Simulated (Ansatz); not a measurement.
# Si: energy above lowest point against volume scale

Free energy against uniform scaling of the volume at fixed shape and fractions; periodic cell, basis, potentials, k mesh and filling as listed. The results are calculated, by Ansatz 0.2.0.

The cell before it is scaled or strained (space group P6/mmm, No. 191):
```
Si
1.0
      2.5270     0.0000     0.0000
     -1.2635     2.1884     0.0000
      0.0000     0.0000     2.3730
Si
1
Direct
  0.00000 0.00000 0.00000
```

Settings of every row: functional r2SCAN; dispersion none; potentials PAW; wave cutoff 600 eV; density cutoff 2400 eV; k mesh 13x13x12; k shift 0x0x0; occupations fermi dirac; smearing width 0.05 eV; spin none.

Limits: coarse k mesh, up to 40 meV an atom off; minimum outside the range.

| row | volume scale | V (Å³/atom) | energy above lowest point (meV/atom) |
| --- | --- | --- | --- |
| 1 | 0.92 | 12.073 | ? |
| 2 | 0.9467 | 12.423 | 189.3 |
| 3 | 0.9733 | 12.773 | 129.1 |
| 4 | 1 | 13.123 | 81.5 |
| 5 | 1.0267 | 13.473 | 45 |
| 6 | 1.0533 | 13.822 | 18.2 |
| 7 | 1.08 | 14.173 | 0 |

Question: what energy above lowest point should row 1 give?

Worked fit of energy above lowest point. Take u = (V_r/V)^(2/3) − 1 with V_r = 13.298 Å³ an atom, which is twice the finite (Eulerian) strain; such expansions in the strain, on which the Birch-Murnaghan equation of state is built, carry the rest volume and the bulk modulus. The shown rows have u = 0.04642, 0.02722, 0.00887, -0.00868, -0.02544, -0.04159. Least squares give energy above lowest point = 61.93 + 2081.5 × u + 14252 × u² meV/atom; a straight line predicts inner rows, each left out in turn, worse (root mean square 11 against 0.063 meV/atom). The rows lie off it by 0.0, 0.0, 0.0, 0.1, 0.0, 0.0. The withheld row has u = 0.06655, so the fit gives 61.93 + 2081.5 × (0.06655) + 14252 × (0.06655)² = 263.6 meV/atom.

The calculation gave 264.1 meV/atom. The fit lies 0.5 meV/atom (0.19 % of the column's range) below it; its largest miss of a shown row is 0.1 meV/atom. This row lies beyond the range of the fit.
